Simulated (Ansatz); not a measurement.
## Te2Mo: energy above lowest point as volume scale varies

Results calculated with Ansatz 0.2.0, not measured. Free energy against uniform scaling of the volume at fixed shape and fractions; periodic cell, basis, potentials, k mesh and filling as listed.

The cell before it is scaled or strained (space group P6_3/mmc, No. 194):
```
cell vectors (Å)
   3.5182     0.0000     0.0000
  -1.7591     3.0469     0.0000
   0.0000     0.0000    13.9736
atoms (fractions of the cell vectors)
Te  0.33333  0.66667  0.62100
Te  0.66667  0.33333  0.12100
Te  0.33333  0.66667  0.87900
Te  0.66667  0.33333  0.37900
Mo  0.33333  0.66667  0.25000
Mo  0.66667  0.33333  0.75000
```

Settings of every row: functional PBE; dispersion none; potentials PAW; wave cutoff 500 eV; density cutoff 2000 eV; k mesh 8x8x2; k shift 0x0x0; occupations fermi dirac; smearing width 0.1 eV; spin none.

Limits: a layered crystal: even scaling strains the bonds within the layers, so this curve is stiffer than the crystal under pressure; no spin-orbit coupling, which can matter with elements this heavy.

| row | volume scale | V (Å³/atom) | energy above lowest point (meV/atom) |
| --- | --- | --- | --- |
| 1 | 0.92 | 22.968 | 104.7 |
| 2 | 0.9467 | 23.635 | 56.9 |
| 3 | 0.9733 | 24.299 | ? |
| 4 | 1 | 24.965 | 6.5 |
| 5 | 1.0267 | 25.632 | 0 |
| 6 | 1.0533 | 26.296 | 3.7 |
| 7 | 1.08 | 26.962 | 16.2 |

Question: what energy above lowest point should row 3 give?

Worked fit of energy above lowest point. Take u = (V_r/V)^(2/3) − 1 with V_r = 25.299 Å³ an atom, which is twice the finite (Eulerian) strain; such expansions in the strain, on which the Birch-Murnaghan equation of state is built, carry the rest volume and the bulk modulus. The shown rows have u = 0.06656, 0.0464, 0.0089, -0.00868, -0.02544, -0.04155. Least squares give energy above lowest point = 1.89 + 369.4 × u + 17373 × u² + 4330 × u³ meV/atom; a parabola predicts inner rows, each left out in turn, worse (root mean square 0.22 against 0.11 meV/atom). The rows lie off it by 0.0, 0.0, -0.1, 0.0, 0.0, 0.0. Its lowest point lies at u = -0.0107, or V = 25.71 Å³ an atom, and the curvature there gives the bulk modulus at fixed shape and fractions, B = (4/9)(1 + u)² E″(u)/V = 93.4 GPa. Letting shape and atoms relax would as a rule lower it, by much in layered, chain or molecular crystals. The withheld row has u = 0.02725, so the fit gives 1.89 + 369.4 × (0.02725) + 17373 × (0.02725)² + 4330 × (0.02725)³ = 24.9 meV/atom.

The calculation gave 24.9 meV/atom. The fit meets it to the printed digit.
